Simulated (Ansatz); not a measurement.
**How methods differ on SnTe (SMILES [Sn][Te])**

SnTe has 2 atoms, charge 0, and is taken as a singlet. As SMILES, `[Sn][Te]`. The shape is that of a PBE0-D4/def2-TZVP optimisation.

```xyz
2

Sn    0.0000    0.0000    0.0094
Te    0.0000    0.0000    2.5273
```

Each level gives the energy change with the Sn1–Te2 bond stretched from 2.518 to 6.295 Å (eV). The values are calculated.

```csv
level,kind,program,value (eV),less FCI/STO-3G,CPU time (all runs)
SVWN5/STO-3G (restricted),LDA,Ansatz,7.73,+2.64,7.9 s
revPBE/STO-3G (restricted),GGA,Ansatz,7.22,+2.13,27 s
B3LYP/STO-3G (restricted),global hybrid,Ansatz,8.24,+3.15,23 s
r2SCAN0/STO-3G (restricted),hybrid meta-GGA,Ansatz,8.75,+3.66,53 s
HSE06/STO-3G (restricted),range-separated hybrid,Ansatz,8.52,+3.43,28 s
RPA@PBE/STO-3G (restricted),RPA,Ansatz,3.15,-1.94,32 s
MP2/STO-3G (restricted),perturbation theory,Ansatz,8.42,+3.33,17 s
CCSD(T)/STO-3G (unrestricted),coupled cluster or CI,Ansatz,5.07,-0.02,31 s
FCI/STO-3G,exact in the basis,Ansatz,5.09,0.00,26 s
```

FCI/STO-3G is exact within its basis and frozen core, so for wave-function methods in that basis the difference is their error; functionals converge differently with the basis, so for them it is only a difference. All-electron rows without a relativistic Hamiltonian named are non-relativistic. The first shape isn't each level's own minimum. The values span 3.15 to 8.75 eV. Spin contamination of the reference (⟨S²⟩ at least 0.1 too high) touches CCSD(T)/STO-3G. All rows use very small basis sets, so even the best lies far from the true value. In the correlated wave-function rows the outer d shell of Sn, Te is correlated, in sets not made for it. CPU times are rough (shared hosts, several kinds of processor): they show what a rung costs within a factor of a few.

Stretching SnTe breaks a polar multiple bond into two open-shell p-block atoms, and the spread mainly reflects how each method handles that separation. A restricted determinant keeps the bonding electrons paired and retains spurious ionic terms at long range, so the stretched end lies too high. All five density functionals therefore exceed the FCI value of 5.09 eV. The hybrids exceed it most, since exact exchange removes part of the static correlation that semilocal exchange mimics. MP2 does not repair the reference either, as near-degenerate configurations need more than a second-order correction. RPA breaks the pattern at 3.15 eV, probably because the small orbital gap at long range makes its correlation energy too negative there.

Unrestricted CCSD(T) lets the electrons localise on separate atoms and nearly matches FCI, but agreement between two endpoints does not establish an accurate curve in between. The FCI value itself is above the known bond strength of SnTe, which suggests basis-set superposition error favouring the short geometry.
